Problem and premises

Two fragments A and B are held at a fixed geometry. Each carries its own set of basis functions. (a) Show that for a variational method the counterpoise correction to the interaction energy is non-negative. (b) For one function a of fragment A and one ghost function b, find the lowering of the energy exactly and to second order. (c) Show when it vanishes. (d) Derive the matrix elements for a hydrogen atom in one s Gaussian with a ghost Gaussian of the same exponent. (e) State the range of validity. (f) Evaluate the lowering for exponent α = 8/(9π a₀²) and distance R = 3 a₀.

The solution rests on four premises.

P1. The nuclei are clamped and the Hamiltonian is non-relativistic. The Hamiltonian H of fragment A contains the nuclei and electrons of A only. It is Hermitian and bounded from below by its lowest eigenvalue E₀. Fragment A has the same internal geometry in every calculation.

P2. L_A and L_B are the linear spans of the one-electron basis functions of A and B. The dimer basis spans L_AB = L_A + L_B. A ghost function is a basis function of B kept at its position in the dimer while the nuclei and electrons of B are removed. It adds freedom to the wavefunction and adds nothing to H.

P3. A method is called variational if its energy in a basis L is the global minimum of an energy expression E[Ψ] over a set M(L) of trial functions built from L, where E[Ψ] does not depend on the basis, and where L ⊂ L′ implies M(L) ⊂ M(L′).

P4. In parts (b) to (f) the functions a and b are real, normalised and linearly independent, so their overlap S = ⟨a|b⟩ obeys S² < 1. The notation is E_a = ⟨a|H|a⟩, H_ab = ⟨a|H|b⟩ = ⟨b|H|a⟩ and H_bb = ⟨b|H|b⟩.

Energies are in joules (1 aJ = 10⁻¹⁸ J) and lengths in metres. An interaction energy is negative for attraction.

Part (a). Sign of the correction

Step 1. Write E_X(L) for the energy of system X in basis L. The uncorrected interaction energy takes each monomer in its own basis. The counterpoise scheme of Boys and Bernardi (1970) takes all three energies in the dimer basis:

ΔE_unc = E_AB(L_AB) − E_A(L_A) − E_B(L_B),
ΔE_CP = E_AB(L_AB) − E_A(L_AB) − E_B(L_AB).   (1)

Step 2. Subtract. The dimer energy cancels, and

ΔE_CP − ΔE_unc = δ_A + δ_B, with δ_A = E_A(L_A) − E_A(L_AB) and δ_B = E_B(L_B) − E_B(L_AB).   (2)

The sum δ_A + δ_B is the counterpoise correction. It is the counterpoise estimate of the magnitude of the basis-set superposition error (BSSE).

Step 3. By P2, L_A ⊂ L_AB. By P3, M(L_A) ⊂ M(L_AB). Let Ψ* be the minimiser in M(L_A). It also belongs to M(L_AB), where it is obtained by giving every ghost function a zero coefficient, and by P1 and P3 it has the same energy there. The minimum over M(L_AB) cannot lie above the value at one of its members, so

E_A(L_AB) ≤ E[Ψ*] = E_A(L_A), that is δ_A ≥ 0.   (3)

The same argument gives δ_B ≥ 0. Hence ΔE_CP ≥ ΔE_unc: the correction always moves the interaction energy towards weaker binding.

Step 4. If E[Ψ] is the expectation value of H, then E_A(L_AB) ≥ E₀, and so

0 ≤ δ_A ≤ E_A(L_A) − E₀.   (4)

The ghost functions cannot recover more than the distance of the own-basis energy from the exact energy of the monomer.

Part (b). One ghost function

Step 5. Remove from b its component along a. Let β = b − S a. Then ⟨a|β⟩ = S − S = 0 and ⟨β|β⟩ = 1 − 2S² + S² = 1 − S². The pair a, β spans the same plane as a, b, so the variational minimum is unchanged.

Step 6. Measure energies from E_a, using the operator H − E_a. Its aa element is zero. The coupling element is

W = ⟨β|H − E_a|a⟩ = ⟨b|H − E_a|a⟩ − S⟨a|H − E_a|a⟩ = H_ab − S E_a.   (5)

The diagonal element is ⟨β|H|β⟩ − E_a⟨β|β⟩, and ⟨β|H|β⟩ = H_bb − 2S H_ab + S² E_a, so

D = ⟨β|H − E_a|β⟩ = H_bb − 2S H_ab + S² E_a − (1 − S²)E_a.   (6)

Inserting H_ab = W + S E_a gives D = H_bb − 2SW − 2S²E_a + 2S²E_a − E_a, or

D = H_bb − E_a − 2SW.   (7)

A shift of the energy zero adds the same constant to H and to E_a, so W and D do not depend on that zero.

Step 7. Normalise: b′ = β/√(1 − S²). In the orthonormal pair a, b′ the matrix of H − E_a has the elements 0, V, V, Δ, with

V = W/√(1 − S²), Δ = D/(1 − S²).   (8)

Δ is the energy gap between b′ and a.

Step 8. Put E = E_a − δ. The matrix of H − E has diagonal elements δ and Δ + δ and off-diagonal elements V. A stationary energy needs a vanishing determinant:

δ(Δ + δ) = V².   (9)

The lowest energy belongs to the larger root,

δ = ½[√(Δ² + 4V²) − Δ].   (10)

Since √(Δ² + 4V²) ≥ |Δ| ≥ Δ, δ ≥ 0 for either sign of Δ, as (3) demands. The eigenvector is a + t b′, and the first row, δ + V t = 0, gives t = −δ/V.

Step 9. Let Δ > 0 and define κ = V²/Δ². Then δ = (Δ/2)[√(1 + 4κ) − 1]. The binomial series, which converges for 4κ < 1, gives

δ = Δ(κ − κ² + 2κ³ − …).   (11)

The first term is of second order in the coupling: δ₂ = Δκ = V²/Δ. With (8) the factor 1 − S² cancels, V²/Δ = W²/D, and

δ₂ = (H_ab − S E_a)² / [H_bb − 2S H_ab + S² E_a − (1 − S²)E_a].   (12)

This is the required result. The first neglected term is −κ δ₂, of fourth order in V. There is no third-order term. To leading order t = −V/Δ, so κ is the squared amplitude of the ghost admixture.

Step 10. Rigorous bounds follow from (9) without the series. Write δ = V²/(Δ + δ). With δ ≥ 0 and Δ > 0 this gives δ ≤ V²/Δ = δ₂. Putting that upper bound into the denominator gives δ ≥ V²/(Δ + δ₂). Since δ₂ = κΔ,

δ₂/(1 + κ) ≤ δ ≤ δ₂.   (13)

The second-order formula never falls below the two-function lowering, and it exceeds it by a fraction of at most κ.

Step 11. The origin of the excess is seen from the trial function a + cβ, whose energy obeys E(c) − E_a = (2cW + c²D)/[1 + c²(1 − S²)]. Replacing the norm in the denominator by 1 leaves a parabola with minimum −W²/D at c = −W/D. So (12) is the variational result with the growth of the norm neglected.

Part (c). When the lowering vanishes

Step 12. Define the residual ρ = (H − E_a)a. By (5), W = ⟨b|ρ⟩. If a is an eigenfunction of H, its eigenvalue equals its expectation value E_a, ρ is zero everywhere, and W = 0 for every ghost function at every position. Then V = 0 and (10) gives δ = ½(|Δ| − Δ).

Step 13. If a is the exact ground state, b′ is a normalised function whose energy cannot lie below E₀ = E_a, so Δ ≥ 0 and δ = 0. For a non-degenerate ground state Δ > 0, because b′ is orthogonal to a, and (12) gives δ₂ = 0 as well. The same conclusion follows from (4), whose upper limit is then zero. If a were an exact excited state, W would still vanish, but Δ could be negative, and the lowest root would be b′ itself with δ = |Δ|. "Exact" therefore means the exact lowest state.

Step 14. An optimised parameter is a weaker condition. If the energy is stationary with respect to an exponent α, then dE_a/dα = 2⟨∂a/∂α|H − E_a|a⟩ = 0, where the normalisation of a has been used. This makes ρ orthogonal to the single function ∂a/∂α, and not to a general b.

Part (d). Matrix elements for the hydrogen atom

Step 15. The proton is at the origin and H = −(ħ²/2mₑ)∇² − k/r with k = e²/(4πε₀). The Bohr radius and the hartree obey E_h = ħ²/(mₑa₀²) = k/a₀, and E₀ = −E_h/2. The functions are a = N exp(−αr²) and b = N exp(−α|r − R|²), with N² = (2α/π)^(3/2) and R the vector to the ghost centre, of length R. Define the energy τ = ħ²α/mₑ and the pure number y = αR²/2.

Step 16. Overlap. Completing the square, r² + |r − R|² = 2|r − R/2|² + R²/2. Thus ab = exp(−y) g(r − R/2), where g(r) = (2α/π)^(3/2) exp(−2αr²) integrates to 1. Hence S = exp(−y). Likewise a² = g(r) and b² = g(r − R).

Step 17. Kinetic energy. Differentiating, ∇² exp(−αr²) = (4α²r² − 6α) exp(−αr²), so −(ħ²/2mₑ)∇²a = τ(3 − 2αr²)a. Each Cartesian coordinate in g has variance 1/(4α), so the mean of r² over g centred at distance d from the origin is 3/(4α) + d². With d = 0 and d = R/2,

T_aa = 3τ/2, T_ab = Sτ(3 − 3/2 − αR²/2) = Sτ(3/2 − y).

The kinetic operator is invariant under translation, so T_bb = T_aa.

Step 18. Attraction to the proton. Use 1/r = (2/√π)∫₀^∞ exp(−s²r²) ds. With p = 2α, the spatial integral of exp(−s²r²) over g centred at distance d is [p/(p + s²)]^(3/2) exp[−p s² d²/(p + s²)], again by completing the square. Substitute v² = s²/(p + s²), so that p/(p + s²) = 1 − v² and ds = √p (1 − v²)^(−3/2) dv. The powers of 1 − v² cancel, and the mean of 1/r is 2√(p/π) F₀(pd²), with

F₀(x) = ∫₀¹ exp(−xv²) dv = (√π/2) erf(√x)/√x, F₀(0) = 1.

For d = 0, R/2 and R the argument pd² is 0, y and 4y. With u = 2k√(2α/π),

U_aa = −u, U_ab = −S u F₀(y), U_bb = −u F₀(4y).

Only the proton at the origin attracts the electron, also in U_bb.

Step 19. Optimal exponent. E_a = 3τ/2 − u with τ ∝ α and u ∝ √α, so α dE_a/dα = 3τ/2 − u/2 = 0 requires u = 3τ. Squaring, 8k²α/π = 9ħ⁴α²/mₑ², and with k mₑ/ħ² = 1/a₀ this is α = 8/(9π a₀²). The exponent of the problem is thus the optimal one, τ = 8E_h/(9π), and E_a = −3τ/2 = −4E_h/(3π).

Step 20. Assemble W and D at this exponent. From (5), W = S[τ(3/2 − y) − 3τF₀(y) + 3τ/2]. In (7), H_bb − E_a = U_bb − U_aa because the kinetic terms are equal. Therefore

W = Sτ[3(1 − F₀(y)) − y], D = 3τ(1 − F₀(4y)) − 2SW.   (14)

Step 21. Signs. From exp(−z) > 1 − z for z > 0, F₀(y) > 1 − y/3, so W < 0 for every R > 0. Also F₀(4y) < 1, so both terms of D are positive. The condition Δ > 0 holds at all distances, and the lowering never vanishes at finite non-zero R.

Step 22. Limits. For small y, F₀(x) = 1 − x/3 + x²/10 − …, so the term linear in y cancels in W, which is the effect of the optimised exponent. What remains is W ≈ −3τy²/10 and D ≈ 4τy, so δ₂ ≈ 9τy³/400, proportional to R⁶. For large y, F₀ tends to zero, W ≈ −τ y exp(−y), D ≈ 3τ, and δ₂ ≈ (τ/3) y² exp(−2y), with 2y = αR². The lowering decays with the squared overlap, faster than any inverse power of R, and it passes through a maximum at an intermediate distance.

Part (e). Range of validity

Inequality (3) needs P3 in full. It holds for full configuration interaction with all electrons, for Hartree–Fock, and for a multiconfigurational wavefunction whose orbitals and coefficients are all optimised, in each case at the global minimum. It holds for Kohn–Sham theory with a fixed approximate functional, since the proof uses only minimisation over nested sets, provided the integration grid and any fitting basis are the same in both calculations. Bound (4) does not carry over to an approximate functional, because such a functional is not an expectation value of H.

Being an upper bound to E₀ is not sufficient. In configuration interaction truncated at some excitation level on Hartree–Fock orbitals, the reference determinant changes when ghost functions are added, and the new space need not contain the old one. MP2, CCSD and CCSD(T) energies are not minima of an expectation value over nested sets, and for them this derivation fixes no sign. A self-consistent calculation that stops at a local minimum or a saddle point is outside P3 as well.

The result compares ΔE_CP with ΔE_unc and says nothing on which is nearer to the complete-basis value ΔE_∞ of the same method. Let ε_X(L) ≥ 0 be the amount by which E_X(L) lies above its complete-basis limit. From (1), ΔE_unc − ΔE_∞ = ε_AB(L_AB) − ε_A(L_A) − ε_B(L_B) and ΔE_CP − ΔE_∞ = ε_AB(L_AB) − ε_A(L_AB) − ε_B(L_AB). Each is a difference of non-negative terms and has no fixed sign. The energy needed to deform the monomers to their geometry in the dimer is excluded by P1 and is a separate term.

Equation (10) is exact for a linear variation in two functions. Equation (12) needs D > 0 and κ ≪ 1, and (13) bounds what is lost. It fails when b′ is close to a in energy, where (10) tends to δ = |V|. As S² tends to 1, W and D both tend to zero, and although their ratio is well defined, it is then computed from small differences of large numbers.

If the own basis has several functions and a is its lowest eigenvector, the plane of a and b is only part of the enlarged space, so (10) is a lower bound to the full lowering. For several ghost functions b_j, Step 11 with the trial function a + Σ c_j β_j, β_j = b_j − ⟨a|b_j⟩a, gives δ₂ = Σ_jk W_j (D⁻¹)_jk W_k with W_j = ⟨b_j|H − E_a|a⟩ and D_jk = ⟨β_j|H − E_a|β_k⟩, for a positive definite matrix D. The contributions of single ghost functions add only if D is diagonal. For many electrons the formula applies when a and b are read as N-electron functions in a linear variation. It does not apply to orbitals in a self-consistent field, where the operator changes with the orbitals.

Part (f). Numerical illustration

The constants are a₀ = 5.291772 × 10⁻¹¹ m, E_h = 4.3597447 × 10⁻¹⁸ J and N_A E_h = 2625.50 kJ/mol. Every entry below is evaluated from the closed forms with unrounded intermediate values. The digits describe the model of P1 with these two functions.

Inputs: α = 1.0104 × 10²⁰ m⁻², R = 158.75 pm, τ = 1.23356 aJ, u = 3τ = 3.70067 aJ. With αa₀² = 8/(9π) and R = 3a₀, y = 4/π exactly.

Pure numbers:
y = 1.273240, 4y = 5.092958
S = 0.279923, S² = 0.078357, 1 − S² = 0.921643
erf(√y) = 0.889460, F₀(y) = (π/4) erf(√y) = 0.698580
erf(2√y) = 0.998585, F₀(4y) = (π/8) erf(2√y) = 0.392143

Matrix elements in aJ:
E_a = −1.85033
T_ab = 0.07830, U_ab = −0.72366, H_ab = −0.64536
T_bb = 1.85033, U_bb = −1.45119, H_bb = 0.39914

Coupling and denominator in aJ:
S E_a = −0.51795, so W = H_ab − S E_a = −0.12741
H_bb − E_a = 2.24947 and −2SW = 0.07133, so D = 2.32080
V = −0.13271, Δ = 2.51812

The bracket in (14) is 3(1 − F₀(y)) − y = −0.368979, and multiplying it by Sτ returns the same W. The expansion parameter is κ = 2.778 × 10⁻³, so 4κ = 0.0111 lies far inside the range of convergence.

Second order, from (12), with W² = 0.016233 aJ²:

δ₂ = W²/D = 6.9946 × 10⁻²¹ J, or 4.212 kJ/mol.

Exact root, from (10):

δ = 6.9753 × 10⁻²¹ J, or 4.201 kJ/mol (1.600 × 10⁻³ E_h).

The lower bound of (13) is δ₂/(1 + κ) = 6.9752 × 10⁻²¹ J, so δ lies between the bounds as required. The second-order value is too large by 1.93 × 10⁻²³ J, or 0.28 % of δ, and the fourth-order term κδ₂ = 1.94 × 10⁻²³ J accounts for nearly all of that. The amplitude of b′ is t = 0.05256, against −V/Δ = 0.05270 at leading order. The energy of the atom in the dimer basis is E_a − δ = −1.85731 aJ.

For two hydrogen atoms at this distance, each with this one Gaussian, δ_A = δ_B = δ by symmetry. A lone atom has one electron, so the two-function secular problem is its full configuration interaction in the dimer basis. The counterpoise correction is

ΔE_CP − ΔE_unc = 2δ = 1.395 × 10⁻²⁰ J, or +8.401 kJ/mol.

It is a property of the monomers alone and is the same for the singlet and the triplet state of the pair.

The upper limit in (4) follows from the exact energy E₀ = −E_h/2 = −2.17987 aJ, which gives E_a − E₀ = 0.32954 aJ, or 198.5 kJ/mol. The ghost function recovers 2.1 % of this basis-set error. The rest remains in E_A(L_AB), and by part (e) it affects ΔE_CP to the extent that it does not cancel against the basis-set error of the dimer energy.